**Q:** This is one crystal, SiGe stacked as in wurtzite, at six volumes. My reasoning was that longer bonds are weaker, that weaker bonds push bonding and antibonding states less far apart, and that the gap must therefore shrink as the crystal expands. The table doesn't follow that. What did I get wrong?

Wurtzite-type SiGe (4 atoms per cell) at fixed atomic positions, calculated with Ansatz 0.2.0 using scalar-relativistic PBEsol without spin polarization, PAW, a 420 eV plane-wave cutoff, a 12×12×6 k mesh and 0.03 eV Gaussian smearing. Gaps are Kohn–Sham values on this mesh, set to zero if a band crosses the Fermi level or the gap is under half the smearing width.

```csv
volume (Å³/atom),c/a,shortest distance (Å),band gap (eV)
16.528,1.6519,2.202,0.000
18.255,1.6522,2.276,0.055
21.225,1.6519,2.394,0.347
21.291,1.6521,2.396,0.354
24.647,1.6521,2.516,0.020
26.737,1.6519,2.585,0.032
```

**A:** Your argument holds for one pair of states, but the band gap isn't tied to one pair. It is the distance from the highest filled state to the lowest empty state, wherever in the band structure those two happen to lie. If two empty states compete to be the lowest, and they respond to volume in opposite ways, the gap follows first one and then the other. It can then rise and fall although each state moves steadily.

**Q:** Before we go there, could the shape of the cell be responsible? Hexagonal crystals have two independent edges.

**A:** They do, and c/a, the ratio of the cell's height to its base edge, would show a change of shape. It stays at 1.652 in every row. The crystal is simply scaled up or down, so the volume per atom and the shortest distance, which is the Si–Ge bond length, tell the same story. We are looking for the response of the electrons to size alone.

**Q:** Then which two empty states are competing?

**A:** The same calculations also report where the band edges lie. Take the row at 18.255 Å³/atom and the one at 21.291. In both, the highest filled state is at Γ, where the wave has the same phase in every cell. The lowest empty state is at M, on the edge of the Brillouin zone, where the wave changes sign from one cell to the next along one direction in the basal plane. Now go to 24.647: the highest filled state is still at Γ, but the lowest empty state is there too.

**Q:** So the gap changes from indirect to direct. That tells me the two empty states have changed places, but not how each of them moved.

**A:** The movement can be read off as well. For the state at M it is immediate, because there the gap is the distance from Γ to M: it grows from 0.055 to 0.354 eV between the first two of our three rows. For the empty state at Γ we need the smallest direct gap, the shortest vertical distance between filled and empty states at any sampled wavevector. The vertical distance at Γ can't be less than that.

At 18.255 the smallest direct gap is 0.829 eV, so the empty state at Γ lies at least that far above the filled one. At 24.647 the distance at Γ is 0.020 eV. The empty state at Γ has therefore come down by at least 0.8 eV relative to the top of the filled states, while the one at M was going up over the part of the range where we can see it.

**Q:** The fall at Γ is what I predicted. Does my bond argument explain it?

**A:** In direction, yes, though probably not through the state you have in mind. In tetrahedral semiconductors the empty state at Γ is typically antibonding across the short bonds, with much s character on the atoms. Its energy is high because neighbouring orbitals overlap with opposite sign. Stretch the bonds and the overlap weakens, so the state sinks towards the bonding states at the top of the valence band. The hexagonal stacking adds a complication: it also folds a zone-edge state of the cubic structure, the one at L, onto Γ. That state has less s character and sinks more slowly on expansion. The orbitals were not analysed here, but the rate gives a hint. At 21.291 the smallest direct gap is only 0.043 eV larger than the gap to M, so its filled state lies within that distance of the valence top, at or next to Γ. From there to 24.647 it falls by 0.377 eV, about 26 meV for each percent of volume, and from 18.255 to 21.291 the rate is much the same. The s-like antibonding state is expected to fall several times faster. Near zero pressure the lowest empty state at Γ is therefore most likely the folded one, with the s-like state above it and closing in as the crystal expands.

**Q:** And why does the state at M not do the same? It is also an empty state of the same bonds.

**A:** Here the picture of a single bond is no longer enough. A zone-edge state of this kind mixes s and p orbitals and keeps a good part of its density in the open spaces of the network, away from the bonds. It feels only part of the antibonding push, so stretching the bonds lowers it much less than the state at Γ. What counts for the gap is then the small difference between its movement and that of the valence top, and the sign of a small difference can't be guessed from a sketch of two orbitals.

For that sign we can look to silicon. Its lowest empty state also lies far from Γ, close to the zone edge, and its gap is well known to shrink under pressure. The rows from 18.255 to 21.291 show the same behaviour in this crystal: compression narrows the gap to M and expansion widens it.

**Q:** Can I turn that into a number I could use?

**A:** For uniform scaling, yes. Let $V$ be the volume per atom and $E_M$ the distance from the valence top at Γ to the empty state at M. The simplest assumption is that equal fractional changes of volume shift $E_M$ by equal amounts, which makes it a straight line in $\ln V$. Two rows fix the slope:

$$
s=\frac{0.354-0.055}{\ln(21.291/18.255)}\ \text{eV}\approx 1.94\ \text{eV}.
$$

That is about 19 meV for each percent of volume. Both gaps are values on the sampled mesh, so a band edge lying between its points could change the slope somewhat. It is the slope of the gap only while M holds the lowest empty state, and on the expansion side that ends very soon.

**Q:** The first row could test this. It was not used for the slope, and its gap is printed as zero.

**A:** Work it out. From 21.291 down to 16.528 the line gives

$$
E_M=0.354+1.94\,\ln\frac{16.528}{21.291}\approx -0.14\ \text{eV}.
$$

A negative distance means that the empty state has dropped below the top of the filled ones. The two bands then overlap, electrons spill from one into the other, and the crystal is a semimetal.

**Q:** And the table only says zero.

**A:** The column has no way to express an overlap, so it stops at zero. Counting the bands shows what is behind the entry: an overlap of 0.19 eV on the sampled mesh. The line gets the closure right and its size too small by about 0.05 eV, so the gap seems to close somewhat faster under strong compression than the two anchor rows suggest. This row was run with another PAW set than the anchors, but the row at 21.225 shares that set and lies on the line within 0.001 eV, so the set is unlikely to be the cause. The positions of the band edges are not given for this row. That the overlap is again between Γ and M is a reasonable continuation of the trend, not something we can read off.

**Q:** Would a real crystal become a semimetal this way?

**A:** Probably not in this structure. The row corresponds to about 35 GPa, and silicon and germanium give up their tetrahedral networks at roughly 10 GPa. Even the row at 18.255 is at 17 GPa. The compressed rows tell us how the states respond to volume, which is their use here, but they describe a crystal that would most likely have transformed before getting there.

**Q:** Let me try the line in the other direction. At 24.647 it gives 0.64 eV, and the calculation has 0.020 eV. That looks like a complete failure.

**A:** It is a failure of the line as a formula for the gap, and a useful one. The line describes the state at M, and nothing in it knows about Γ. If the state at M went on rising as before, it would now be far above the valence top, while the empty state at Γ has come down almost to touch it. The gap always takes the shorter distance, so it has left the line. The true position of the state at M in this row is not reported, so the 0.64 eV remains an extrapolation.

**Q:** Where does the exchange happen?

**A:** Somewhere between 21.291 and 24.647. At the smaller of these volumes the gap still belongs to M and should still be rising, so the largest gap of the series is probably not the largest gap of the crystal. The peak should lie where the two distances are equal. At 21.291 they differ by only 0.043 eV, one rising and the other falling, so their rates put the crossing only about one percent above that volume. It can't be much higher, though. The gap never exceeds the smallest direct gap, which is already down to 0.397 eV at 21.291 and should go on falling from there. Rows in between, with the energy at Γ listed separately, would locate the peak.

**Q:** The largest values sit close to zero pressure. Is there a reason for the crystal to choose the volume with the largest gap?

**A:** None that these data support. Zero pressure is where the total energy has its minimum, and that is decided by all the filled states and the repulsion between the atoms. The peak of the gap is where two empty states happen to be level. One can shift without the other, so I would treat the closeness as a coincidence of this compound at this level of theory.

**Q:** One row still bothers me. From 24.647 to 26.737 the gap goes up again, from 0.020 to 0.032 eV. Does it reopen?

**A:** We can't conclude that. The change is 0.012 eV, less than half the smearing width of 0.03 eV, and the last row was run with a different PAW set for the atomic cores. More telling is where the edges are in the last row. Both have moved off Γ by one step of the mesh, the filled one in the basal plane and the empty one along the hexagonal axis. Between such points the bands may cross without any sampled wavevector showing it.

**Q:** Could the two states at Γ have passed through each other?

**A:** They could have. If the lowest empty state keeps sinking, it will at some volume drop below the former valence top, and the band edges near Γ then rearrange. Edges that leave Γ would fit that. The smallest direct gap adds a clue. It is 0.041 eV in the last row, so the distance at Γ is at least that large, although it was only 0.020 eV at 24.647. A state that merely went on sinking towards the valence top would have made it smaller, so the order of the states at Γ has probably changed.

One state passing through would not be enough, though. Without spin–orbit coupling, the valence top at Γ in a crystal of this kind is expected to be a pair of states with equal energy. A single state that drops below the pair takes two of its electrons. The pair is then half filled, and the distance at Γ is zero. For that distance to open again, two states would have to lie below the pair, perhaps the antibonding one and the one folded in from L. The energies are small, and the question stays open until someone examines the orbital character of the bands and follows them on a dense path. For now both expanded rows should be read as closed or nearly closed.

**Q:** How far would you trust the volume at which the gap closes?

**A:** Not as a prediction for a real sample. A functional of this type makes gaps too small, and in crystals containing germanium it can close them at Γ when they should be open. Spin–orbit coupling is also missing, and it would shift the valence top by some hundredths of an eV, roughly as much as the gaps in the last two rows. The opposite movement of the two empty states is a much larger effect, and that is the part I would carry over.

**Q:** So for a related crystal I should first ask which empty state is lowest.

**A:** Yes, and then how far above it the next one lies. If the lowest is a silicon-like state at the zone edge, a small expansion should open the gap, until the state at Γ arrives from above. If the state at Γ is already the lowest, expansion should close the gap from the start, and your bond argument gives the right direction, at a rate that depends on which of the two Γ states is lowest.
